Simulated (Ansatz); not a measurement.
## BAs: from Born charge to LO–TO splitting and polaron coupling

Computed with DFT LDA, scalar-relativistic, plane waves, PAW in Ansatz 0.2.0. Plane waves to 420 eV; Γ-centred k mesh 10×10×10; fixed occupations. No spin polarisation. Phonons by linear response, acoustic sum rule imposed.

Relaxed structure:
```cif
data_structure
_symmetry_space_group_name_H-M 'F-43m'
_symmetry_Int_Tables_number 216
_cell_length_a 4.7321
_cell_length_b 4.7321
_cell_length_c 4.7321
_cell_angle_alpha 90.000
_cell_angle_beta 90.000
_cell_angle_gamma 90.000
_cell_volume 105.96
loop_
_atom_site_label
_atom_site_type_symbol
_atom_site_symmetry_multiplicity
_atom_site_Wyckoff_symbol
_atom_site_fract_x
_atom_site_fract_y
_atom_site_fract_z
_atom_site_occupancy
B1 B 4 a 0.00000 0.00000 0.00000 1
As1 As 4 d 0.25000 0.25000 0.75000 1
```

The run warned that the force constants aren't converged on this k mesh, so the frequencies and all that is formed from them are rough.

Linear response gives ν_TO = 700.0 cm⁻¹, Born charges ±0.539 e (positive on As) and ε∞ = 9.661. The primitive cell holds 26.491 Å³, and the masses are 10.810 and 74.922 amu.

**Question.** Find ν_LO and the static dielectric constant.

**Answer.** The long-wave field adds a restoring force: ω_LO² − ω_TO² = Z*²e²/(ε_vac ε∞ μV). In these units ν_LO² − ν_TO² = 4.92064×10⁷ Z*²/(μ V ε∞) cm⁻², with μ = m₁m₂/(m₁ + m₂) = 9.447 amu: 5924 cm⁻². So ν_LO = √(700.0² + 5924) = 704.3 cm⁻¹, and the run gives 704.3. Lyddane–Sachs–Teller then gives ε0 = ε∞ (ν_LO/ν_TO)² = 9.78, against 9.78 in the run (it forms both from the same three quantities, so the match checks the arithmetic only). Between ν_TO and ν_LO the dielectric function is negative and an undamped crystal reflects fully: a reststrahlen band from 14.2 to 14.3 μm.

**Question.** What do the Clausius–Mossotti polarisability and the Szigeti charge come to?

**Answer.** With the Lorentz local field, α = (3V/4π)(ε∞ − 1)/(ε∞ + 2) = 4.70 Å³ for the pair, and e_S = 3Z*/(ε∞ + 2) = 0.14 e. The Born charge includes the electrons' response to the dipole's own local field, and e_S takes that enhancement out. The Lorentz field assumes point-like polarisable ions, a poor picture once ε∞ is this large, since the electron clouds then overlap or are shared, so both numbers are formal here.

**Question.** How strongly does a slow electron couple to the LO mode?

**Answer.** For one isotropic parabolic band, Fröhlich's constant is α_F = (1/ε∞ − 1/ε0) √(m* Ry/ħω_LO), with Ry = 13.606 eV, ħω_LO = 87.3 meV and m* in free-electron masses: α_F = 0.0012 × 12.48 × √m* = 0.02 √m*. The band mass isn't part of this run; for m* = 0.1, 0.3 and 1 it gives 0.00, 0.01, 0.02. In weak coupling the polaron lies α_F ħω_LO below the band edge (1 meV at m* = 0.3) with a mass m*(1 + α_F/6); past α_F of about 5 or 6 that expansion fails. A semilocal functional's ε∞ tends to be too large, which taken alone lowers α_F.

BAs behaves here as an almost nonpolar semiconductor: the lattice adds little to an already large electronic permittivity, so a slow carrier has little long-range polarisation to couple to. Boron and arsenic have similar electronegativities and share their sp³ bonding electrons almost evenly. The Born charge of ±0.539 e is therefore modest, and electronic screening weakens its long-range field further. Boron's small mass works the other way, increasing the polar term in the squared frequencies, but with stiff covalent bonds it also puts the optical modes so high that the relative splitting stays small.

The positive sign on As reverses the usual III–V pattern, in which the group V atom carries the negative charge. This fits boron's unusually high electronegativity for its group, though a Born charge measures how polarisation changes with displacement and isn't a static ionic charge. The weak Fröhlich coupling doesn't by itself imply high mobility, since nonpolar deformation-potential scattering by acoustic and optical phonons remains.
